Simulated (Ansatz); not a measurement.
# CdCu3: the change of energy above lowest point with volume scale

Free energy against uniform scaling of the volume at fixed shape and fractions; periodic cell, basis, potentials, k mesh and filling as listed. The results are calculated, by Ansatz 0.2.0.

The cell before it is scaled or strained (space group Pm-3m, No. 221):
```
cell vectors (Å)
   3.8257     0.0000     0.0000
   0.0000     3.8257     0.0000
   0.0000     0.0000     3.8257
atoms (fractions of the cell vectors)
Cd  0.00000  0.00000  0.00000
Cu  0.00000  0.50000  0.50000
Cu  0.50000  0.00000  0.50000
Cu  0.50000  0.50000  0.00000
```

Settings of every row: functional PBEsol; dispersion none; potentials PAW; wave cutoff 420 eV; density cutoff 1680 eV; k mesh 6x6x6; k shift 0x0x0; occupations fermi dirac; smearing width 0.1 eV; spin none.

Limits: coarse k mesh, up to 40 meV an atom off; the cell comes from a prototype or a list of computed structures and needn't be the stable phase.

```csv
row,volume scale,V (Å³/atom),energy above lowest point (meV/atom)
1,0.88,12.318,33
2,0.92,12.878,4.5
3,0.96,13.438,0
4,1,13.998,13.9
5,1.04,14.558,42
6,1.08,15.118,81
7,1.12,15.678,?
```

Question: what energy above lowest point should row 7 give?

Worked fit of energy above lowest point. Take u = (V_r/V)^(2/3) − 1 with V_r = 13.718 Å³ an atom, which is twice the finite (Eulerian) strain; such expansions in the strain, on which the Birch-Murnaghan equation of state is built, carry the rest volume and the bulk modulus. The shown rows have u = 0.0744, 0.04303, 0.01384, -0.01338, -0.03885, -0.06273. Least squares give energy above lowest point = 4.93 − 517.8 × u + 11513 × u² + 6961 × u³ meV/atom; a parabola predicts inner rows, each left out in turn, worse (root mean square 0.73 against 0.03 meV/atom). All shown rows lie on it to the printed digit. Its lowest point lies at u = 0.0220, or V = 13.28 Å³ an atom, and the curvature there gives the bulk modulus at fixed shape and fractions, B = (4/9)(1 + u)² E″(u)/V = 134 GPa. The withheld row has u = -0.08518, so the fit gives 4.93 − 517.8 × (-0.08518) + 11513 × (-0.08518)² + 6961 × (-0.08518)³ = 128.3 meV/atom.

The calculation gave 128.3 meV/atom. The fit meets it to the printed digit. This row lies beyond the range of the fit.
